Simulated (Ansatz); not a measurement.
**Loss of H2: C2H8GeO2 → C2H6GeO2 + H2**

Gas-phase species: C2H8GeO2 `C[O][GeH2][O]C`, singlet; C2H6GeO2 `C[O][Ge][O]C`, singlet; H2 (hydrogen), singlet. This is a balance of energies; it says nothing on the path, which may need atoms to shift.

Shapes, held fixed at every level: PBE0-D4/def2-TZVP. Flexible molecules stand in one conformer, not always the lowest. Programs: Ansatz 0.2.0. The zero-point and thermal change to 298 K, harmonic and unscaled (PBE0-D4/def2-TZVP), is -9.4 kJ/mol.

```json
{"level": "HF/def2-SVP", "kind": "Hartree–Fock", "ΔH(298 K) (kJ/mol)": "+72.1", "less CCSD(T)/def2-TZVPP": "+19.8", "CPU time (sum over the molecules)": "–"}
{"level": "PBE-D4/def2-TZVPP", "kind": "GGA", "ΔH(298 K) (kJ/mol)": "+21.8", "less CCSD(T)/def2-TZVPP": "-30.5", "CPU time (sum over the molecules)": "29 s"}
{"level": "r2SCAN-D4/def2-TZVPP", "kind": "meta-GGA", "ΔH(298 K) (kJ/mol)": "+41.5", "less CCSD(T)/def2-TZVPP": "-10.8", "CPU time (sum over the molecules)": "53 s"}
{"level": "BHLYP-D4/def2-TZVPP", "kind": "global hybrid", "ΔH(298 K) (kJ/mol)": "+46.6", "less CCSD(T)/def2-TZVPP": "-5.7", "CPU time (sum over the molecules)": "40 s"}
{"level": "PBE0-D4/def2-TZVPP", "kind": "global hybrid", "ΔH(298 K) (kJ/mol)": "+46.2", "less CCSD(T)/def2-TZVPP": "-6.1", "CPU time (sum over the molecules)": "39 s"}
{"level": "wB97X-V/def2-TZVPP", "kind": "range-separated hybrid", "ΔH(298 K) (kJ/mol)": "+51.5", "less CCSD(T)/def2-TZVPP": "-0.8", "CPU time (sum over the molecules)": "92 s"}
{"level": "CCSD(T)/def2-TZVPP", "kind": "coupled cluster or CI", "ΔH(298 K) (kJ/mol)": "+52.3", "less CCSD(T)/def2-TZVPP": "0.0", "CPU time (sum over the molecules)": "–"}
```

The highest level, CCSD(T)/def2-TZVPP, gives ΔH(298 K) = +52.3 kJ/mol; the levels span +21.8 to +72.1. The column of differences is taken from that level and isn't an error. No measured value is set beside it here. Relativity is left out for Ge. Outer-core shells of Ge are correlated, in sets that cover them unevenly. Times are processor times on shared x86 and Arm servers, and rough.

Loss of H2 from dimethoxygermane is endothermic at every level, but only moderately so at the coupled-cluster level (+52.3 kJ/mol). Two Ge–H bonds are given up for one strong H–H bond, while germanium goes from the +IV to the +II state. The germylene left behind is well suited to that state: its lone pair has largely 4s character, and the oxygen lone pairs donate into the formally empty 4p orbital. Electronegative alkoxy groups further favour keeping s character in the lone pair, which probably explains much of the modest cost.

Among the density functionals, PBE makes the elimination markedly too easy relative to coupled cluster, whereas wB97X-V nearly matches it. The share of exact exchange alone doesn't order the results, since PBE0 and BHLYP almost coincide despite very different shares. The high Hartree–Fock value can't be assigned to missing correlation alone, because its basis is also smaller. Release of a gas molecule favours the products entropically, so the positive enthalpy doesn't by itself fix the position of equilibrium.
